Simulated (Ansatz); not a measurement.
MnPt3: pressure against volume

MnPt3, Pm-3m, a = 3.873 Å. The structure is a COD entry; whether it is the stable form wasn't checked. Ansatz: PBEsol, PAW, 420 eV, Γ-centred 12×12×12 mesh on 4 atoms, Gaussian smearing 0.10 eV; collinear spin, largest moment 3.7 μB. Symmetry fixes shape and atoms, so the cell is only scaled; pressure is positive in compression.

| V (Å³/atom) | P (GPa) |
| --- | --- |
| 12.782 | ? |
| 13.217 | 30.21 |
| 13.653 | 18.28 |
| 14.089 | 8.32 |
| 14.525 | 0.02 |
| 14.960 | -6.89 |
| 15.396 | -12.59 |
| 15.977 | -18.60 |

Task: Take V0 = 14.525 Å³/atom, count pressures from its P0 = 0.02 GPa, fit the third-order Birch–Murnaghan form to the other rows, and predict the missing pressure.

Result: With the Eulerian strain f = ½[(V0/V)^(2/3) − 1] and y = (P − P0)/[3f(1 + 2f)^(5/2)], the form is the line y = B0 + 1.5 B0 (B0′ − 4) f. Rows (f, y): 0.03247, 264.8; 0.02107, 260.6; 0.01026, 256.3; -0.00974, 248.4; -0.01904, 243.3; -0.03077, 236.4. Means f = 0.0007083, y = 251.63; Σ(Δf)² = 0.003005, ΣΔfΔy = 1.323; the slope is their ratio. y = 251.3 + 440.4 f GPa, so B0 = 251.3 GPa and B0′ = 4 + 2 × (440.4)/(3 × 251.3) = 5.17. At V = 12.782, f = 0.04448, y = 270.89 and P = 44.75 GPa. The run gave 44.62 GPa, so the fit is 0.13 GPa too high, a small miss on the scale of the series.

Only parallel moments were tried here. Spin–orbit coupling is left out, which can shift energies with elements as heavy as these.

MnPt3 is stiff, with a bulk modulus of 251.3 GPa, as expected for a lattice that is three-quarters platinum. The partly filled, spatially extended Pt 5d shell gives strong cohesion, and hybridisation with Mn 3d states probably adds to it. Resistance to volume change grows throughout the series from expansion to compression, because Pauli repulsion between overlapping shells rises faster than the bonding gain, while stretching weakens the d–d overlap. This is what a B0′ of 5.17 expresses.

The small overshoot of the prediction isn't just scatter. The y values bend below the fitted line at both ends and climb more slowly with f in compression than in expansion, so a straight line extrapolated to the smallest volume should come out too high. A higher-order strain term would capture this bend; a Mn moment that shrinks as the d bands broaden under pressure could contribute to it, but without moments at each volume the two can't be separated. The third-order form therefore serves well for modest extrapolation, less so for much stronger compression.
